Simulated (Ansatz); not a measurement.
Ligand exchange: Sn(CH3)(NH2) + CH5NO → Sn(NH2)2 + C2H6O

Gas-phase species: Sn(CH3)(NH2), singlet; CH5NO `CON`, singlet; Sn(NH2)2, singlet; C2H6O (dimethyl ether) `COC`, singlet. The partners trade CH3 for NH2: Sn–CH3 and O–NH2 bonds give way to Sn–NH2 and O–CH3.

Shapes, held fixed at every level: PBE0-D4/def2-TZVP. Flexible molecules stand in one conformer, not always the lowest. Programs: Ansatz 0.2.0. The zero-point and thermal change to 298 K, harmonic and unscaled (PBE0-D4/def2-TZVP), is +0.9 kJ/mol.

| level | kind | ΔH(298 K) (kJ/mol) | less CCSD(T)/def2-TZVPP |
| --- | --- | --- | --- |
| HF/def2-TZVPP | Hartree–Fock | -206.9 | -17.0 |
| SPW92/def2-TZVPP | LDA | -189.2 | +0.7 |
| PBE-D4/def2-TZVPP | GGA | -180.7 | +9.2 |
| r2SCAN-D4/def2-TZVPP | meta-GGA | -192.2 | -2.3 |
| BHLYP-D4/def2-TZVPP | global hybrid | -199.2 | -9.3 |
| B2PLYP/def2-TZVPP | double hybrid | -195.5 | -5.6 |
| MP2/def2-SVP | perturbation theory | -192.0 | -2.1 |
| CCSD(T)/def2-TZVPP | coupled cluster or CI | -189.9 | 0.0 |

The highest level, CCSD(T)/def2-TZVPP, gives ΔH(298 K) = -189.9 kJ/mol; the levels span -206.9 to -180.7. The column of differences is taken from that level and isn't an error. No measured value is set beside it here. For atoms past krypton def2 sets carry core potentials with scalar relativity. Outer-core shells of Sn are correlated, in sets that cover them unevenly.

The exchange is strongly exothermic at every level, and the small thermal term leaves the electronic energy in control. The main driving force is probably the loss of the N–O single bond in methoxyamine, which is weakened by repulsion between lone pairs on adjacent atoms, in favour of a much stronger C–O bond. On the tin side, the amide forms a more polar bond than methyl and can donate its nitrogen lone pair into the formally empty 5p orbital of Sn(II), though the first amide already does so in the reactant.

Hartree–Fock gives the most negative value, which suggests that missing correlation underbinds the electron-rich N–O linkage and so exaggerates the gain. The close agreement of LDA with coupled cluster, at +0.7 kJ/mol, probably reflects cancellation between the bonds broken and formed, since PBE-D4 departs further. The sign and rough size of the enthalpy are thus well supported, but the total doesn't separate the tin contribution from that of the N–O to C–O exchange.
